# Tolman length and bending rigidities of a liquid–vapour interface in square-gradient theory

A drop of radius $R$ does not carry the tension $\gamma$ of the flat interface. Helfrich's expansion in the total curvature $J=1/R_1+1/R_2$ and the Gaussian curvature $K=1/(R_1R_2)$ reads

$$\gamma(J,K)=\gamma-\delta\gamma J+\tfrac12 kJ^2+\bar kK+\dots$$

Here $\delta$ is the Tolman length, $k$ the bending rigidity and $\bar k$ the Gaussian rigidity. A sphere has $J=2/R$, $K=1/R^2$, and a cylinder has $J=1/R$, $K=0$:

$$\gamma_{\rm sph}=\gamma-\frac{2\delta\gamma}{R}+\frac{2k+\bar k}{R^2},\qquad \gamma_{\rm cyl}=\gamma-\frac{\delta\gamma}{R}+\frac{k}{2R^2}.$$

Let $n$ count the curved directions ($n=1$ cylinder, $n=2$ sphere) and put $\varepsilon=1/R$. Both lines become $\gamma(\varepsilon)=\gamma+\gamma_1\varepsilon+\gamma_2\varepsilon^2$ with

$$\gamma_1=-n\delta\gamma,\qquad \gamma_2=\tfrac12n^2k+\tfrac12n(n-1)\bar k.\tag{1}$$

At each stop marked **Predict**, write down an answer before reading on.

## 1. Premises and conventions

1. One component at fixed temperature, with number density $\rho(\mathbf r)$ and grand potential
$$\Omega[\rho]=\int d^3r\,\big[\tfrac12m|\nabla\rho|^2+f(\rho)-\mu\rho\big].$$
The free-energy density $f$ is smooth and has a van der Waals loop, and the influence parameter $m>0$ is independent of density.
2. Mean field: the interface is a stationary point of $\Omega$. A drop in supersaturated vapour is a saddle point, which does no harm, since only stationarity is used.
3. The liquid is inside, $r=R+z$, and $z$ grows toward the vapour. $R>0$ is a drop or liquid cylinder, and a bubble follows from $R\to-R$.
4. The tension is defined by $\Omega=-p_lV_l-p_vV_v+\gamma(R)A$. The volumes are split at $R$, and $p_l$, $p_v$, $\rho_l$, $\rho_v$ belong to the uniform phases at the actual $\mu$.
5. $R$ is the equimolar radius, at which the adsorption vanishes. The values of $k$ and $\bar k$ depend on this choice.

Let a subscript $b$ mark the sharp step, liquid value for $z<0$ and vapour value for $z>0$. The volume element is $A(1+\varepsilon z)^n\,dz$, so

$$\gamma(\varepsilon)=\int dz\,(1+\varepsilon z)^n\,\omega,\qquad \omega=\tfrac12m\rho'^2+f(\rho)-\mu\rho+p_b,\tag{2}$$

$$\Gamma=\int dz\,(1+\varepsilon z)^n(\rho-\rho_b)=0.\tag{3}$$

The integrands decay exponentially over a correlation length $\xi$, so the lower limit $-R$ is replaced by $-\infty$ at a cost of order $e^{-R/\xi}$, which no power series in $\varepsilon$ sees. Stationarity gives

$$m\Big[\rho''+\frac{n\varepsilon}{1+\varepsilon z}\,\rho'\Big]=f'(\rho)-\mu,\tag{4}$$

where a prime on $\rho$ means $d/dz$ and on $f$ means $d/d\rho$. Expand $\rho=\rho_0+\varepsilon\rho_1+\dots$ and $\mu=\mu_0+\varepsilon\mu_1+\dots$

## 2. The flat interface

At order zero, $m\rho_0''=f'(\rho_0)-\mu_0$. Multiply by $\rho_0'$ and integrate from the vapour, where $f-\mu_0\rho=-p_0$:

$$\tfrac12m\rho_0'^2=W(\rho_0),\qquad W(\rho)=f(\rho)-\mu_0\rho+p_0 .$$

$W$ has double zeros at the coexisting densities. The two parts of $\omega$ are equal, hence

$$\omega_0=m\rho_0'^2,\qquad \gamma=m\int dz\,\rho_0'^2 .\tag{5}$$

## 3. First order in curvature

Order $\varepsilon$ of (4) is

$$m\rho_1''-f''(\rho_0)\rho_1=-nm\rho_0'-\mu_1.\tag{6}$$

**Predict.** The operator on the left annihilates one function that is already known. Which one, and what does it force on $\mu_1$?

Differentiating the flat equation gives $m\rho_0'''=f''(\rho_0)\rho_0'$, so the translation mode $\rho_0'$ is annihilated. Multiply (6) by $\rho_0'$ and integrate. The left side is the boundary term $m[\rho_1'\rho_0'-\rho_1\rho_0'']$, which vanishes. With $\int\rho_0'\,dz=-\Delta\rho$ and $\Delta\rho=\rho_l-\rho_v$ at coexistence,

$$\mu_1=\frac{n\gamma}{\Delta\rho}.$$

Since $dp=\rho\,d\mu$, this is Laplace's law $\Delta p=n\gamma/R$. The right side of (6) is now proportional to $n$. So is order $\varepsilon$ of (3), which reads $\int(\rho_1-\rho_{1b})+n\int z(\rho_0-\rho_{0b})=0$. Therefore $\rho_1=n\phi$, with one function $\phi$ for both shapes. One integration by parts is needed twice below. The derivative of the step is $-\Delta\rho$ times a Dirac delta at $z=0$, which $z^2$ removes, so

$$\int z(\rho_0-\rho_{0b})\,dz=-\tfrac12\int z^2\rho_0'\,dz.\tag{7}$$

The problem for $\phi$ is then

$$m\phi''-f''(\rho_0)\phi=-m\rho_0'-\frac{\gamma}{\Delta\rho},\qquad \int(\phi-\phi_b)\,dz=\tfrac12\int z^2\rho_0'\,dz.\tag{8}$$

The second homogeneous solution grows exponentially, so the bounded solution is fixed up to a multiple of $\rho_0'$, and the integral condition fixes that multiple.

## 4. One derivative that saves an order

**Predict.** In (2), $\varepsilon$ enters through the weight, the profile and $\mu$. How many of the three contribute to $d\gamma/d\varepsilon$?

Only the weight. A change $\Delta(z)$ of the profile changes (2) by $\int(1+\varepsilon z)^n[m\rho'\Delta'+(f'-\mu)\Delta]\,dz$. After integration by parts this vanishes by (4), and the boundary term vanishes with $\rho'$. A change of $\mu$ gives $\int(1+\varepsilon z)^n(-\rho+\rho_b)=-\Gamma$, because $dp_b/d\mu=\rho_b$, and this is zero by (3). So

$$\frac{d\gamma}{d\varepsilon}=n\int dz\,z\,(1+\varepsilon z)^{n-1}\,\omega(z;\varepsilon).\tag{9}$$

Thus $\gamma_1$ needs only $\rho_0$, and $\gamma_2$ needs only $\rho_0$ and $\phi$.

## 5. The Tolman length

At $\varepsilon=0$, (9) and (5) give $\gamma_1=nm\int z\rho_0'^2$, with $z$ measured from the equimolar plane. Compare with (1) and restore an arbitrary origin:

$$\boxed{\;\delta=z_e-\frac{\int z\,\rho_0'^2\,dz}{\int\rho_0'^2\,dz}\;},\qquad z_e=-\frac1{\Delta\rho}\int z\,\rho_0'\,dz .\tag{10}$$

The expression for $z_e$ is the condition $\Gamma=0$ integrated by parts. Equation (10) is the result of Fisher and Wortis (1984). It is a difference of two centroids, one weighted by $|\rho_0'|$ and one by $\rho_0'^2$. A long tail on the liquid side pulls the first centroid inward more than the second and makes $\delta$ negative.

## 6. The rigidities

Order $\varepsilon$ of (9) is $2\gamma_2=n(n-1)\int z^2\omega_0+n\int z\,\omega_1$, with

$$\omega_1=m\rho_0'\rho_1'+[f'(\rho_0)-\mu_0]\rho_1-\mu_1(\rho_0-\rho_{0b}).$$

**Predict.** Use the flat equation on the bracket. What do the first two terms combine into?

The bracket is $m\rho_0''$, so they form the total derivative $m(\rho_0'\rho_1)'$, whose first moment is $-m\int\rho_0'\rho_1$. The last term follows from (7). With $\rho_1=n\phi$ and $\mu_1=n\gamma/\Delta\rho$,

$$\gamma_2=\frac{n(n-1)}2\,m\!\int\! z^2\rho_0'^2\,dz+\frac{n^2}2\Big[-m\!\int\!\rho_0'\phi\,dz+\frac{\gamma}{2\Delta\rho}\!\int\! z^2\rho_0'\,dz\Big].$$

The dependence on $n$ is exactly that of (1), so the Helfrich form holds for both shapes and

$$\boxed{\;\bar k=m\!\int\! z^2\rho_0'^2\,dz,\qquad k=-m\!\int\!\rho_0'\phi\,dz+\frac{\gamma}{2\Delta\rho}\!\int\! z^2\rho_0'\,dz\;}\tag{11}$$

with $z$ measured from the equimolar plane. In this theory $\bar k$ is positive and needs only the flat profile, while $k$ needs the response $\phi$. Rigidities in van der Waals theory were worked out by Blokhuis and Bedeaux (1993).

**Predict.** Can $2k+\bar k$ be read from the $1/R^3$ term of the Laplace pressure of a drop?

No. Along the family of stationary drops $d\Omega/d\mu=-N$. Differentiate premise 4, use $dV_l=-dV_v=A\,dR$, and note that $N=\rho_lV_l+\rho_vV_v$ at the equimolar radius. What remains is $\Delta p\,A=d(\gamma A)/dR$, or

$$\Delta p=\frac{n\gamma}{R}+\frac{(n-1)\gamma_1}{R^2}+\frac{(n-2)\gamma_2}{R^3}+\dots$$

For a sphere $\Delta p=(2\gamma/R)(1-\delta/R)+O(R^{-4})$. The rigidities appear instead in the work of forming the drop, $\Delta\Omega=-\tfrac43\pi R^3\Delta p+4\pi R^2\gamma_{\rm sph}$:

$$\Delta\Omega=\tfrac43\pi\gamma R^2-\tfrac{16}3\pi\delta\gamma R+4\pi(2k+\bar k)+O(1/R).\tag{12}$$

## 7. The tanh profile

Take the symmetric quartic well

$$W=\frac{m}{2\xi^2\Delta\rho^2}(\rho-\rho_v)^2(\rho_l-\rho)^2 ,$$

whose curvature at either minimum is $m/\xi^2$, so that $\xi$ is the bulk correlation length. The first integral separates to

$$\rho_0=\bar\rho-\tfrac12\Delta\rho\tanh u,\qquad u=\frac z{2\xi},\qquad \bar\rho=\tfrac12(\rho_l+\rho_v).$$

Write $s=\operatorname{sech}u$. Three integrals over all $u$ are needed. The substitution $x=\tanh u$ gives $\int s^4=4/3$. Expanding $s^2=4\sum_{j\ge1}(-1)^{j-1}je^{-2ju}$ for $u>0$ gives $\int u^2s^2=2\sum(-1)^{j-1}/j^2=\pi^2/6$. The identity $(s^2)_{uu}=4s^2-6s^4$, multiplied by $u^2$ and integrated, gives $4=4\pi^2/6-6\int u^2s^4$, so $\int u^2s^4=(\pi^2-6)/9$. With $\rho_0'=-\Delta\rho\,s^2/4\xi$,

$$\gamma=\frac{m\Delta\rho^2}{6\xi},\qquad \int z^2\rho_0'\,dz=-\frac{\pi^2}{3}\Delta\rho\,\xi^2,\qquad \bar k=4\xi^2\gamma\,\frac{(\pi^2-6)/9}{4/3}.$$

Since $\rho_0'$ is even, both centroids in (10) lie at $u=0$ and $\delta=0$. The same identity shows $f''(\rho_0)=m\rho_0'''/\rho_0'=(m/4\xi^2)(4-6s^2)$, and (8) turns into

$$\phi_{uu}-(4-6s^2)\phi=\Delta\rho\,\xi\,\big(s^2-\tfrac23\big).$$

**Predict.** Compare the two brackets and guess a particular solution.

The right bracket is $-1/6$ of the left one, so the constant $\Delta\rho\,\xi/6$ solves the equation. Add $B\rho_0'$. The integral condition in (8) reads $-B\Delta\rho=-\pi^2\Delta\rho\,\xi^2/6$, so

$$\phi=\tfrac16\Delta\rho\,\xi+\tfrac16\pi^2\xi^2\rho_0' .$$

In (11) the constant gives $+m\Delta\rho^2\xi/6=\gamma\xi^2$, the translation term gives $-B\gamma=-\pi^2\gamma\xi^2/6$, and the last term gives $-\pi^2\gamma\xi^2/6$ again:

$$\boxed{\;\delta=0,\qquad k=-\frac{\pi^2-3}{3}\,\gamma\xi^2,\qquad \bar k=\frac{\pi^2-6}{3}\,\gamma\xi^2\;}\tag{13}$$

In units of $\gamma\xi^2$, $k=-2.290$, $\bar k=1.290$ and $2k+\bar k=-\pi^2/3=-3.290$. A negative $k$ signals no instability: the tension dominates a ripple of wave number $q$ as long as $q\xi\ll1$, and the expansion says nothing beyond that.

## 8. The van der Waals fluid near $T_c$

For $p=\rho k_BT/(1-b\rho)-a\rho^2$ the critical point has $\rho_c=1/3b$, $p_c=a\rho_c^2/3=\tfrac38\rho_ck_BT_c$. Let $\rho=\rho_c(1+y)$ and $T=T_c(1-t)$. From $f''=p'/\rho$, in units of $p_c/\rho_c^2$,

$$f''=\frac{6(1-t)}{1-\tfrac34y^2+\tfrac14y^3}-6=-6t+(1-t)\big(\tfrac92y^2-\tfrac32y^3+\dots\big).$$

Integrating twice, $W/p_c=-3ty^2+\tfrac38y^4-\tfrac3{40}y^5+\dots$ plus a linear part, to leading order in $t$ in each coefficient. The first two terms give minima at $y=\pm y_0$, $y_0=2\sqrt t$, with curvature $12t$. Then

$$\Delta\rho=4\rho_c\sqrt t,\qquad \xi=\frac{\xi_0}{\sqrt t},\qquad \xi_0^2=\frac{m\rho_c^2}{12p_c},\qquad \gamma=\frac{m}{\xi^2}\frac{\xi\,\Delta\rho^2}{6}=32\,p_c\xi_0t^{3/2}.$$

**Predict.** The quintic term is smaller than the quartic by a factor of order $\sqrt t$. Does $\delta$ vanish, stay finite or diverge as $t\to0$?

It stays finite, since a length $\xi\propto t^{-1/2}$ multiplies an asymmetry $\propto t^{1/2}$. To compute it, define $g(z)=m\int_z^\infty\rho_0'^2\,dz'$. Equation (10) is the first moment of $d/dz\,[g/\gamma-(\rho_0-\rho_v)/\Delta\rho]$, and integration by parts gives

$$\delta=\int dz\Big[\frac{\rho_0-\rho_v}{\Delta\rho}-\frac g\gamma\Big].\tag{14}$$

Put $x=2(\rho-\bar\rho)/\Delta\rho$ and $\sqrt W\propto(1-x^2)(1+\eta x)$ with small $\eta$. Then $|dz|=2\xi\,dx/[(1-x^2)(1+\eta x)]$ and $dg\propto\sqrt W\,dx$. Integrating from $x=-1$ and normalising to $g=\gamma$ at $x=1$, the bracket in (14) is $-\tfrac14x(1-x^2)+\tfrac3{16}\eta(1-x^2)^2$. To first order in $\eta$,

$$\delta=2\xi\eta\int_{-1}^1dx\,\big[\tfrac14x^2+\tfrac3{16}(1-x^2)\big]=2\xi\eta\big(\tfrac16+\tfrac14\big)=\tfrac56\,\eta\,\xi .$$

For the van der Waals fluid, write $W/p_c=\tfrac38(y-y_l)^2(y-y_v)^2(1+\sigma y)$. The $y^5$ term requires $\sigma=-1/5$, so $2\eta=\sigma y_0$, $\eta=-\sqrt t/5$, and

$$\delta=-\xi_0/6 .\tag{15}$$

The liquid side is the softer one: its decay length is $\xi(1+\sqrt t/5)$ and that of the vapour $\xi(1-\sqrt t/5)$. Reversing $\eta$ exchanges liquid and vapour, hence drop and bubble, and reverses $\varepsilon$. So $\delta$ is odd in $\eta$, $k$ and $\bar k$ are even, and (13) is corrected only at relative order $t$.

## 9. Range of validity

- **Curvature.** The series needs $R\gg\xi$. In the symmetric model it is even in $\varepsilon$, so the first omitted term is of order $(\xi/R)^4$, joined by a term of order $\delta\xi^2/R^3$ when $\eta\ne0$.
- **Profile.** (10) and (11) hold for any $f$ with constant $m$. (13) and (15) need $t\ll1$. A density dependence of $m$ adds an asymmetry of order $\sqrt t$ and changes (15) at leading order, possibly in sign.
- **Dividing surface.** Shifting $R$ by a constant changes $\gamma_2$. Values of $k$ and $\bar k$ are comparable only for the same surface.
- **Range of the forces.** For a pair attraction $-C/r^6$ the next gradient coefficient diverges. The effect is seen for a sharp sphere, whose excess energy is $\tfrac12\Delta\rho^2\int d^3r\,(C/r^6)\,v(r)$, where $v=\pi R^2r-\pi r^3/12$ (for $r<2R$) is the part of the sphere's volume left uncovered by a copy shifted by $r$. The $r^3$ term adds $-(\pi/24)C\Delta\rho^2\ln(R/\ell)$ to $2k+\bar k$, with a cutoff $\ell$ of order $\xi$ for a diffuse interface.
- **Fluctuations.** Capillary waves on a patch of size $L$ have mean-square height $(k_BT/2\pi\gamma)\ln(L/\xi)$. Mean field ignores them, which is safe only if $\gamma\xi^2\gg k_BT/2\pi$. In the model $\gamma\xi^2\propto\sqrt t$, so this fails close to $T_c$, where real fluids follow non-classical exponents.

## 10. Van der Waals carbon dioxide at $t=0.02$

Carbon dioxide near its critical point is the fluid used to dry fragile nanostructures on wafers. The inputs are the approximate critical constants $T_c=304.1$ K and $p_c=7.38$ MPa, so $T=298.0$ K. The model density is $\rho_c=8p_c/3k_BT_c=4.69$ nm$^{-3}$. Unrounded values are carried from step to step.

For $m$, treat in mean field an attraction $w(r)=-C/r^6$ outside a hard diameter $d$. Expanding $\tfrac12\iint\rho\,w\,\rho$ to second order in gradients gives $a=-\tfrac12\int w\,d^3r=2\pi C/3d^3$ and $m=-\tfrac16\int r^2w\,d^3r=2\pi C/3d=ad^2$. With $b=2\pi d^3/3=1/3\rho_c$, $d=(2\pi\rho_c)^{-1/3}=0.324$ nm and $m=1.06\times10^{-67}$ J m$^5$, or $3.83\times10^{-20}$ J m$^5$ mol$^{-2}$.

**Predict.** Insert $m=ad^2$ and $a=3p_c/\rho_c^2$ into $\xi_0$ and $\delta$.

The result is $\xi_0=d/2=0.162$ nm and $\delta=-d/12=-0.027$ nm. Further, $\Delta\rho=2.65$ nm$^{-3}$, $\xi=1.14$ nm, $\gamma=0.108$ mN/m and $\gamma\xi^2=1.4\times10^{-22}$ J $=0.034\,k_BT$. From (13),

- $k=-3.2\times10^{-22}$ J $=-0.079\,k_BT$,
- $\bar k=1.8\times10^{-22}$ J $=0.044\,k_BT$,
- $2k+\bar k=-4.7\times10^{-22}$ J $=-0.11\,k_BT$.

Evaluating (5) and (14) with the full van der Waals $f$ changes $\gamma$ by less than 1 % and $\delta$ by less than 2 %, and the two decay lengths differ from $\xi$ by $\pm2.8$ %. The relative changes of the tension, in per cent, are:

| $R$ (nm) | sphere, $\delta$ term | sphere, rigidity term | cylinder, $\delta$ term | cylinder, rigidity term |
|---|---|---|---|---|
| 10 | +0.54 | −4.3 | +0.27 | −1.5 |
| 20 | +0.27 | −1.1 | +0.13 | −0.38 |
| 80 | +0.067 | −0.067 | +0.034 | −0.023 |

The two sphere terms cancel at $R=\pi^2\xi^2/6|\delta|=\pi^2\xi_0/t=80$ nm. Smaller drops have a tension below $\gamma$ and larger ones slightly above it. For bubbles the $\delta$ columns change sign. For a 10 nm drop, (12) gives $\Delta\Omega/k_BT=11.0+0.12-1.4=9.7$.

The omitted terms are not negligible at 10 nm. The square of the rigidity term, 0.2 %, is a rough guess at the $R^{-4}$ term and is a fair fraction of the $\delta$ term. With $C=3md/2\pi$ and $\ell=\xi$, the dispersion logarithm relative to $2k+\bar k$ is $(9d/8\pi^2\xi)\ln(R/\xi)=0.07$. The capillary-wave variance is $4.6\,\xi^2$ per unit of $\ln(L/\xi)$, so the fluctuation condition is not met.

All these numbers are the model's, not those of carbon dioxide. The typical tension of the real fluid near 298 K is roughly 0.6 mN/m, so the model falls low by a factor of five to six, and at a similar $\xi$ its rigidities in $k_BT$ and its nucleation work are too small in magnitude by a like factor. The percentages in the table contain only $\delta/R$ and $\xi/R$ and do not inherit that factor.